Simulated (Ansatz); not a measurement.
# Equilibrium of C2H5I + GeH3I ⇌ C2H4I2 + GeH4 at process temperatures

Species: C2H5I (iodoethane) `CCI`, singlet; GeH3I `[GeH3][I]`, singlet; C2H4I2 (1,2-diiodoethane) `ICCI`, singlet; GeH4 `[GeH4]`, singlet. The partners trade H for I: C–H and Ge–I bonds give way to C–I and Ge–H.

The electronic reaction energy at CCSD(T)/def2-TZVPP is +115.5 kJ/mol. Shapes: PBE0-D4/def2-TZVP. Flexible molecules stand in one conformer, not always the lowest. Programs: Ansatz 0.2.0. Enthalpy and entropy come from rigid-rotor, harmonic-oscillator sums on unscaled PBE0-D4/def2-TZVP wavenumbers, ideal gases at 1 bar. Symmetry numbers: C2H5I 1, GeH3I 3, C2H4I2 2, GeH4 12. R = 8.3145 J/(mol K).

| T (K) | ΔH (kJ/mol) | ΔS (J/(mol K)) |
| --- | --- | --- |
| 500 | +107.5 | -19.4 |
| 700 | +108.2 | -18.2 |
| 900 | ? | ? |

**Question.** Work out ln K at 500 and 700 K, and from these estimate it at 900 K.

**Answer.** 
1. 500 K: ΔG = +107.5 − 500 × (-19.4)/1000 = +117.2 kJ/mol; ln K = −ΔG/RT = -28.19.
2. 700 K: ΔG = +108.2 − 700 × (-18.2)/1000 = +120.9 kJ/mol; ln K = −ΔG/RT = -20.77.
3. Slope against 1000/T: (-20.77 − (-28.19))/(1.4286 − 2.0000) = -12.99, that is −ΔH/R with ΔH near +108 kJ/mol.
4. 900 K: ln K = -28.19 + (-12.99) × (1.1111 − 2.0000) = -16.64.

The full sums give ΔH = +109.0 kJ/mol, ΔS = -17.3 J/(mol K), ΔG = +124.6 kJ/mol and ln K = -16.65 at 900 K, so the line is off by +0.01 in ln K; without rounding the miss is -0.03, from the change of ΔH with temperature. The reactants are favoured over this whole range. An error of 10 kJ/mol in the energy moves ln K by 1.3 at 900 K. Soft modes are treated as harmonic, which can err either way at these temperatures; the lowest are those of C2H5I (258 cm⁻¹), GeH3I (253 cm⁻¹), C2H4I2 (94 cm⁻¹). Other conformers aren't counted. For atoms past krypton def2 sets carry core potentials with scalar relativity. Relativity is left out for Ge. Outer-core shells of Ge, I are correlated, in sets that cover them unevenly.

Iodine stays on germanium because the exchange gives up a strong C–H bond for a weak C–I bond, and the return from replacing Ge–I with Ge–H is too small to cover that loss. Carbon's compact orbitals overlap well with hydrogen but poorly with iodine's diffuse p shell, whereas the more electropositive germanium forms a more polar, relatively favourable bond to iodine. Crowding between the two iodines in the product probably adds little.

Heating makes ln K less negative because the reaction is endothermic, even as ΔG rises. With equal numbers of molecules on both sides, the entropy change is small, and the symmetry numbers alone account for nearly all of it, chiefly through the highly symmetric GeH4. As both enthalpy and entropy oppose the exchange, heating alone can't bring K to one while those signs hold. The equilibrium is also a restricted one: 1,2-diiodoethane readily loses iodine to give ethene, and germanes decompose on heating, so these values don't predict the composition of a real hot mixture.
